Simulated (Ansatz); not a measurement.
## A series in volume scale on Pb

Plane-wave DFT, scalar-relativistic PAW made under PBE with cores redone for the functional, no dispersion; the given relaxed cell is scaled uniformly, energy at zero smearing counts from the unscaled cell, pressure at the given Fermi-Dirac smearing is positive in compression. The results are calculated, by Ansatz 0.2.0.

The cell before it is scaled or strained (space group Fm-3m, No. 225):
```
cell vectors (Å)
   0.0000     2.4946     2.4946
   2.4946     0.0000     2.4946
   2.4946     2.4946     0.0000
atoms (fractions of the cell vectors)
Pb  0.00000  0.00000  0.00000
```

Settings of every row: spin polarised no; functional r2SCAN; wave cutoff 500 eV; smearing width 0.1 eV; k mesh 18x18x18.

Atom starting moment: 0 on all atoms.

Limits: no spin-orbit coupling, which can matter with elements this heavy.

```
row  volume scale  V (Å³/atom)  pressure (GPa)  energy change per atom (meV)
  1          0.88       27.322            7.93                         82.54
  2          0.92       28.564            4.71                         34.41
  3          0.96       29.806            2.18                          8.47
  4          1.04        32.29           -1.42                          5.32
  5          1.08       33.532               ?                             ?
  6          1.12       34.774            -3.7                         46.61
```

Question: what pressure and energy change per atom should row 5 give?

Worked fit of pressure. Take u = (V_r/V)^(2/3) − 1 with V_r = 29.806 Å³ an atom, which is twice the finite (Eulerian) strain; such expansions in the strain, on which the Birch-Murnaghan equation of state is built, carry the rest volume and the bulk modulus. The shown rows have u = 0.05973, 0.02878, 0, -0.05197, -0.09767. Least squares give pressure = 2.196 + 82.14 × u + 225 × u² GPa; a straight line predicts inner rows, each left out in turn, worse (root mean square 0.64 against 0.06 GPa). The rows lie off it by 0.03, -0.04, -0.02, 0.05, -0.02 (root mean square 0.034 GPa). The withheld row has u = -0.07552, so the fit gives 2.196 + 82.14 × (-0.07552) + 225 × (-0.07552)² = -2.72 GPa.

The calculation gave -2.69 GPa. The fit lies 0.03 GPa (1.1 % of the value, 0.26 % of the column's range) below it; its largest miss of a shown row is 0.05 GPa.

Worked fit of energy change per atom. Take u = (V_r/V)^(2/3) − 1 with V_r = 29.806 Å³ an atom, which is twice the finite (Eulerian) strain; such expansions in the strain, on which the Birch-Murnaghan equation of state is built, carry the rest volume and the bulk modulus. The shown rows have u = 0.05973, 0.02878, 0, -0.05197, -0.09767. Least squares give energy change per atom = 8.737 + 614.38 × u + 10292 × u² meV; a straight line predicts inner rows, each left out in turn, worse (root mean square 29 against 0.93 meV). The rows lie off it by 0.39, -0.53, -0.27, 0.71, -0.30 (root mean square 0.47 meV). The withheld row has u = -0.07552, so the fit gives 8.737 + 614.38 × (-0.07552) + 10292 × (-0.07552)² = 21.04 meV.

The calculation gave 21.59 meV. The fit lies 0.55 meV (2.5 % of the value, 0.71 % of the column's range) below it; its largest miss of a shown row is 0.71 meV.
